**Paired levels on the top face of the zone in wurtzite SiC**

Between one wavevector and another, the levels next to the gap of silicon carbide move by electronvolts. Neighbouring levels are usually some tenths of an electronvolt to several electronvolts apart. On one whole face of the Brillouin zone, however, they coincide in pairs to the last digit. This problem asks why.

Wurtzite SiC is a stack of puckered Si–C bilayers, with two bilayers in each cell of height c = 5.074 Å. The wavevector component along the stack is kz. Rows 1 to 8 of the table run through the plane kz = 0, from Γ by way of M and K back to Γ. Rows 9 and 10 climb from Γ towards A, and rows 11 to 17 cross the top face, kz = π/c, which holds the points A, L and H. Rows 18 and 19 descend from L towards M, row 20 is H again, and rows 21 and 22 descend from H towards K.

The columns b1, b2 and b3 are the highest filled levels counted downwards, and a1 and a2 are the lowest empty ones counted upwards. At each wavevector they are sorted by energy, so a column doesn't always follow one and the same band. The Fermi level lies in the middle of the gap, and only differences between levels matter below.

Kohn–Sham levels of wurtzite SiC along Γ–M–K–Γ–A–L–H–A, L–M and H–K, calculated with Ansatz 0.2.0 (r2SCAN, scalar-relativistic, PAW, no spin polarization). The plane-wave cutoff is 500 eV, the k mesh 12×12×6 and the Gaussian smearing 0.02 eV. The band distance is the length covered along the path, not counting the jumps between its separate parts.

```tsv
row	band distance (1/Å)	level b3 from the Fermi level (eV)	level b2 from the Fermi level (eV)	level b1 from the Fermi level (eV)	level a1 from the Fermi level (eV)	level a2 from the Fermi level (eV)
1	0.000	-1.448	-1.339	-1.339	3.881	5.236
2	0.503	-3.732	-2.104	-1.826	3.487	5.503
3	1.006	-4.710	-4.255	-2.531	1.963	3.421
4	1.367	-5.408	-4.675	-3.129	2.778	2.919
5	1.657	-6.038	-4.944	-4.777	1.666	5.984
6	2.044	-6.255	-4.907	-4.706	1.649	6.724
7	2.625	-3.714	-2.428	-2.290	4.649	4.842
8	3.205	-1.448	-1.339	-1.339	3.881	5.236
9	3.471	-2.585	-1.513	-1.513	4.095	5.836
10	3.736	-2.232	-1.929	-1.929	4.715	5.313
11	4.160	-3.436	-2.520	-2.520	4.760	4.760
12	4.663	-4.104	-3.611	-3.611	2.747	2.747
13	5.095	-4.196	-3.592	-3.592	2.475	2.475
14	5.385	-6.005	-3.291	-3.291	3.517	3.517
15	5.675	-7.084	-3.148	-3.148	4.163	4.163
16	6.256	-4.819	-3.879	-3.879	4.146	4.146
17	6.837	-2.613	-2.255	-2.255	5.253	5.253
18	7.163	-4.202	-3.509	-3.415	2.047	2.477
19	7.428	-4.658	-4.071	-2.828	2.023	2.650
20	7.649	-7.084	-3.148	-3.148	4.163	4.163
21	7.915	-6.105	-3.994	-3.994	2.913	5.350
22	8.180	-5.335	-5.321	-5.321	1.452	7.414
```

**(a) In rows 11 to 17 and in row 20, b1 equals b2 and a1 equals a2. A colleague concludes that the two bilayers of the cell hardly feel each other, so that each level simply occurs twice, once per bilayer. Is this reading tenable?**

*Solution.* The idea is tempting because it is right for well-separated layers. Two identical sheets far apart have identical levels, and a faint contact splits them only faintly. But such a stack has a second property that can be checked. If electrons don't pass from sheet to sheet, their energy can't depend on kz, and moving straight up or down in the zone changes nothing.

The points H and K lie on one vertical line, so the step from row 20 to row 22 changes kz alone. Over this step the lowest empty level falls by 2.7 eV. The highest filled level falls too, from −3.148 to −5.321 eV. This comparison needs no knowledge of which band is which, because for uncoupled bilayers the whole sorted list of levels would stay the same.

These shifts are large even beside those caused by motion within the bilayers. In the plane kz = 0, the highest filled level drops by about 3.4 eV between Γ and row 5. Vertical and in-plane motion therefore shift the levels by comparable amounts.

The crystal structure gives the chemical reason. Every silicon atom has four carbon neighbours at about 1.9 Å, three in its own bilayer and one in the next. The bond between bilayers is almost as short as the bonds within them, so it is a full covalent bond and not a loose contact. The colleague's reading fails, and the pairs need a cause that works in spite of strong coupling.

**(b) Two symmetries could produce exact pairs. One is the threefold axis along the stack, together with the mirror and glide planes parallel to it, which makes the two in-plane p directions equivalent. The other is the screw axis, which turns one bilayer by 180° and lifts it onto the next, taken together with time reversal. Which of them accounts for the top face?**

*Solution.* A rotation can force two levels together only at wavevectors that it leaves unchanged. For the threefold axis, these are the vertical lines Γ–A and H–K. The table shows its work there: in rows 1, 8, 9, 10, 21 and 22 the filled levels b1 and b2 coincide. The empty levels a1 and a2 don't, and they stay about 0.6 eV or more apart in these rows.

The top face behaves differently. Both pairs are closed there, the filled and the empty one, and they are closed along A–L and L–H as well, where a threefold turn would carry the wavevector somewhere else. The threefold axis is thus a genuine source of pairs in this crystal, but not the source of these.

The second candidate does reach the whole face. The half turn of the screw reverses the two in-plane components of the wavevector, and time reversal then reverses all three. Together they reverse only kz. On the top face this leads back to the starting point, because kz = π/c and kz = −π/c differ by a full period of the reciprocal lattice and are the same wavevector.

It remains to show that the operation yields a new state and not the old one again. Applied twice, it amounts to a full turn and a shift by one cell height c, and on the top face such a shift multiplies the wave by −1. A state that was merely mapped onto itself, up to a phase, would return with +1, since time reversal conjugates the phase and the two factors cancel. So every state on the face must have a distinct partner of the same energy, whether it is filled or empty and whatever its orbital character.

This is a theorem for electrons treated without spin–orbit coupling, as they are here. The calculation contains the symmetry from the start, so the exact zeros illustrate the theorem and don't test it. What the numbers do decide is which symmetry is at work, through the empty pair that is closed on the face and open on the threefold axes. On the way down from L to M the screw no longer protects the pairs, and the coincidences are gone: in row 18 the two highest filled levels lie 0.09 eV apart and the two lowest empty ones 0.43 eV. Since the levels are sorted by energy, these gaps needn't be the splittings of the former pairs.

**(c) At Γ the filled levels include two doublets, the upper one at −1.339 eV (b1 and b2) and a lower one at −2.715 eV in the same calculation. Treat them as the two combinations of one doublet per bilayer. Estimate their separation in rows 9 and 10, and explain how strong coupling can leave no splitting at A. Does the same formula describe the empty levels between H and K?**

*Solution.* Each bilayer has one neighbour above and one below, both at a height difference of c/2. The screw axis carries each interface onto the next, so both contacts have the same strength t. The wave reaches the two neighbours with opposite phase shifts, and their contributions add up to

t·exp(i kz c/2) + t·exp(−i kz c/2) = 2t·cos(kz c/2).

The two combinations lie above and below their common centre by this amount, so their separation is 4t·cos(kz c/2).

At Γ the cosine is 1. The separation there is −1.339 + 2.715 = 1.376 eV, which gives t ≈ 0.34 eV. This is an effective value for the whole doublet, not the strength of one particular bond. It is worth remembering that a few tenths of an electronvolt per interface open a splitting four times as large.

For row 9, the distance travelled from Γ (row 8) gives the wavevector:

kz = 3.471 − 3.205 = 0.266 Å⁻¹

kz c/2 = 0.266 × 5.074 / 2 = 0.675

separation = 1.376 eV × cos(0.675) ≈ 1.07 eV

The table has b1 − b3 = −1.513 + 2.585 = 1.07 eV. The same steps for row 10 give 0.31 eV, against 0.30 eV in the table. Only the levels at Γ were used to set t, so neither row was fitted. Symmetry fixes the zero at A and a flat start at Γ, but not the values between them. A straight line from Γ to that zero would give 0.78 and 0.20 eV, and a parabola that is flat at Γ would give 1.12 and 0.36 eV. The cosine is therefore a real success of the picture of coupled neighbours.

One step in this comparison is an inference. At Γ, b3 is a single level lying between the two doublets, whereas in rows 9 and 10 it has been read as the lower doublet. The energies favour this reading: b3 rises from row 9 to row 10 while b1 sinks, as two partners must when they are about to meet at A.

The formula also shows what happens at A. At Γ the wave has the same phase in every cell, so a bilayer is in step with both neighbours or out of step with both. One combination is bonding across every interface, the other antibonding, and the two lie far apart. On the top face the wave changes sign from one cell to the next. The neighbours above and below a given bilayer then carry opposite signs, and whatever is gained at one interface is lost at the other. The coupling is as strong as ever, but its two contributions cancel.

Between H and K the formula does much worse. Its zero at H is right, because symmetry guarantees it, but the growth away from H is not. If t is set so that the formula matches the separation of a1 and a2 in row 22, about 6.0 eV, it predicts 3.8 eV for row 21. The table has 2.4 eV, so the estimate is more than half too large relative to the calculated value. A possible reason, untested here, is that these empty states also mix with other bands and couple beyond the nearest bilayer. Since the levels are sorted by energy, it isn't even certain that a1 and a2 are still partners in both rows.

The empty levels on this line still matter, because the lowest conduction valley of the crystal lies at K. The lowest empty level starts at 4.163 eV at H, where the pair is closed, and has come down to 1.452 eV in row 22, close to K. The energy of the valley thus depends strongly on how electrons pass from bilayer to bilayer, and not on the bilayers alone. This fits the well-known fact that forms of SiC which differ only in how the same bilayers are stacked have different gaps.

For a related crystal, the two parts of the answer should be kept apart. If the crystal is non-magnetic and spin–orbit coupling is left out, a twofold screw axis along the stack is enough to predict closed pairs on the top face, however strong the bonds between the layers are. How far the pairs open below that face depends on those bonds, and has to be calculated or measured.
